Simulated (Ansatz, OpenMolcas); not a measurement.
# A ladder of methods for CH5BO2 (SMILES COBO)

CH5BO2 has 9 atoms, charge 0, and is taken as a singlet. SMILES: `COBO`. The shape is that of a PBE0-D4/def2-TZVP optimisation. This is one conformer, not always the lowest.

| atom | x (Å) | y (Å) | z (Å) |
| --- | --- | --- | --- |
| C | 0.2818 | 0.8019 | -1.0574 |
| O | -0.1135 | 0.4548 | 0.2510 |
| B | -0.1349 | -0.8341 | 0.6716 |
| O | -0.5246 | -1.1185 | 1.9385 |
| H | 0.5681 | -0.0798 | -1.6376 |
| H | 1.1314 | 1.4864 | -1.0062 |
| H | -0.5448 | 1.3075 | -1.5617 |
| H | 0.1839 | -1.7384 | -0.0476 |
| H | -0.7589 | -0.3263 | 2.4322 |

Quantity: the energy change with the C1–H7 bond stretched from 1.092 to 1.256 Å, in eV. The values are calculated.

```csv
level,kind,program,value (eV)
HF/cc-pVDZ (restricted),Hartree–Fock,Ansatz,0.37
revPBE/cc-pVDZ (restricted),GGA,OpenMolcas,0.24
M06-L/cc-pVDZ (restricted),meta-GGA,OpenMolcas,0.31
BHLYP/cc-pVDZ (restricted),global hybrid,Ansatz,0.34
wB97X/cc-pVDZ (restricted),range-separated hybrid,Ansatz,0.30
RPA@PBE0/cc-pVDZ (restricted),RPA,Ansatz,0.27
MP2/cc-pVDZ (restricted),perturbation theory,OpenMolcas,0.30
CCSD/cc-pVDZ (restricted),coupled cluster or CI,Ansatz,0.29
```

The first shape isn't each level's own minimum. The values span 0.24 to 0.37 eV.

Stretching the C–H bond costs most in Hartree–Fock, at 0.37 eV, and least in revPBE, at 0.24 eV, with CCSD between them at 0.29 eV. Electron correlation softens the bond: as the C–H overlap falls, the σ–σ* gap narrows and excitations into the antibonding orbital gain weight, lowering the stretched structure more than the initial one. A single determinant lacks this and keeps too much ionic character, so its curve rises too steeply. MP2 lies almost on top of CCSD, as expected for a modest stretch of a single bond, where the closed-shell determinant still dominates.

Among the functionals, BHLYP, with its large share of exact exchange, lies nearest Hartree–Fock, but exact exchange alone doesn't set the order: M06-L has none and still comes out slightly above wB97X. The low revPBE value probably reflects in part the longer equilibrium C–H bond typical of GGAs. A single energy difference can't separate such a shift of the minimum from a change in force constant, so the ranking isn't directly one of vibrational stiffness.
